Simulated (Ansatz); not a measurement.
## Redistribution: CH2BrI + C2H3ClF2 → CH2ClI + C2H3BrF2

Species: CH2BrI (bromoiodomethane) `BrCI`, singlet; C2H3ClF2 `FCC(F)Cl`, singlet; CH2ClI (chloroiodomethane) `ClCI`, singlet; C2H3BrF2 `FCC(F)Br`, singlet. The partners trade Br for Cl; both sit on C, so the bond types are kept.

Shapes, held fixed at every level: PBE0-D4/def2-TZVP. Flexible molecules stand in one conformer, not always the lowest. Programs: Ansatz 0.2.0. Electronic energies: no zero-point or thermal term.

```json
{"level": "HF/def2-TZVPP", "kind": "Hartree–Fock", "ΔE (kJ/mol)": "+11.6", "less CCSD(T)/def2-TZVPP": "+0.5"}
{"level": "r2SCAN-D4/def2-TZVPP", "kind": "meta-GGA", "ΔE (kJ/mol)": "+9.3", "less CCSD(T)/def2-TZVPP": "-1.8"}
{"level": "B3LYP-D4/def2-TZVPP", "kind": "global hybrid", "ΔE (kJ/mol)": "+8.8", "less CCSD(T)/def2-TZVPP": "-2.3"}
{"level": "PBE0-D4/def2-TZVPP", "kind": "global hybrid", "ΔE (kJ/mol)": "+9.7", "less CCSD(T)/def2-TZVPP": "-1.4"}
{"level": "B2PLYP/def2-TZVPP", "kind": "double hybrid", "ΔE (kJ/mol)": "+10.5", "less CCSD(T)/def2-TZVPP": "-0.6"}
{"level": "CCSD/def2-TZVPP", "kind": "coupled cluster or CI", "ΔE (kJ/mol)": "+11.1", "less CCSD(T)/def2-TZVPP": "0.0"}
{"level": "CCSD(T)/def2-TZVPP", "kind": "coupled cluster or CI", "ΔE (kJ/mol)": "+11.1", "less CCSD(T)/def2-TZVPP": "0.0"}
```

The highest level, CCSD(T)/def2-TZVPP, gives ΔE = +11.1 kJ/mol; the levels span +8.8 to +11.6. The column of differences is taken from that level and isn't an error. No measured value is set beside it here. For atoms past krypton def2 sets carry core potentials with scalar relativity. Relativity is left out for Br unless named. Correlated rows may include outer-core shells of Br, I, which these sets cover unevenly.

The exchange is mildly endothermic at every level, so the electronic energy favours keeping chlorine on the fluorine-bearing carbon and bromine beside iodine. Because one C–Cl and one C–Br bond stand on each side, the intrinsic difference in strength between them largely cancels, leaving mainly the effect of the neighbouring halogen. Fluorine makes its carbon more positive, which probably favours the more polar C–Cl bond over C–Br; next to the less electronegative iodine that advantage is weaker.

Hartree–Fock already gives +11.6 kJ/mol, against +11.1 with CCSD(T), which suggests that the preference arises chiefly from electrostatics and orbital interactions at the mean-field level, with the correlation energies of the two sides nearly balancing. Perturbative triples leave the CCSD value unchanged at the printed precision. The density functionals all give a somewhat smaller preference, B3LYP-D4 the smallest, but none alters its direction. The reaction energy alone cannot apportion the preference between the fluorinated and iodinated partners.
